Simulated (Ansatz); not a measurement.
# Pt: energy above lowest point against volume scale

Results calculated with Ansatz 0.2.0, not measured. Free energy against uniform scaling of the volume at fixed shape and fractions; periodic cell, basis, potentials, k mesh and filling as listed.

The cell before it is scaled or strained (space group Fm-3m, No. 225):
```
CELL_PARAMETERS angstrom
0.00000 1.96090 1.96090
1.96090 0.00000 1.96090
1.96090 1.96090 0.00000
ATOMIC_POSITIONS crystal
Pt 0.00000 0.00000 0.00000
```

Settings of every row: functional LDA; dispersion none; potentials all-electron LAPW; k mesh 13x13x13; k shift 0x0x0; occupations methfessel paxton; smearing width 0.15 eV; spin none.

Limits: coarse k mesh, up to 40 meV an atom off; no spin-orbit coupling, which can matter with elements this heavy.

| row | volume scale | V (Å³/atom) | energy above lowest point (meV/atom) |
| --- | --- | --- | --- |
| 1 | 0.94 | 14.175 | 22.6 |
| 2 | 0.97 | 14.627 | 0 |
| 3 | 1 | 15.08 | ? |
| 4 | 1.03 | 15.532 | 34.5 |
| 5 | 1.06 | 15.985 | 82.5 |

Question: what energy above lowest point should row 3 give?

Worked fit of energy above lowest point. Take u = (V_r/V)^(2/3) − 1 with V_r = 15.079 Å³ an atom, which is twice the finite (Eulerian) strain; such expansions in the strain, on which the Birch-Murnaghan equation of state is built, carry the rest volume and the bulk modulus. The shown rows have u = 0.04208, 0.0205, -0.01954, -0.03815. Least squares give energy above lowest point = 5.53 − 870.4 × u + 30224 × u² meV/atom; a straight line predicts inner rows, each left out in turn, worse (root mean square 28 against 1 meV/atom). The rows lie off it by 0.2, -0.4, 0.4, -0.2. Its lowest point lies at u = 0.0144, or V = 14.76 Å³ an atom, and the curvature there gives the bulk modulus at fixed shape and fractions, B = (4/9)(1 + u)² E″(u)/V = 300 GPa. The withheld row has u = -4e-05, so the fit gives 5.53 − 870.4 × (-4e-05) + 30224 × (-4e-05)² = 5.6 meV/atom.

The calculation gave 5.6 meV/atom. The fit meets it to the printed digit.
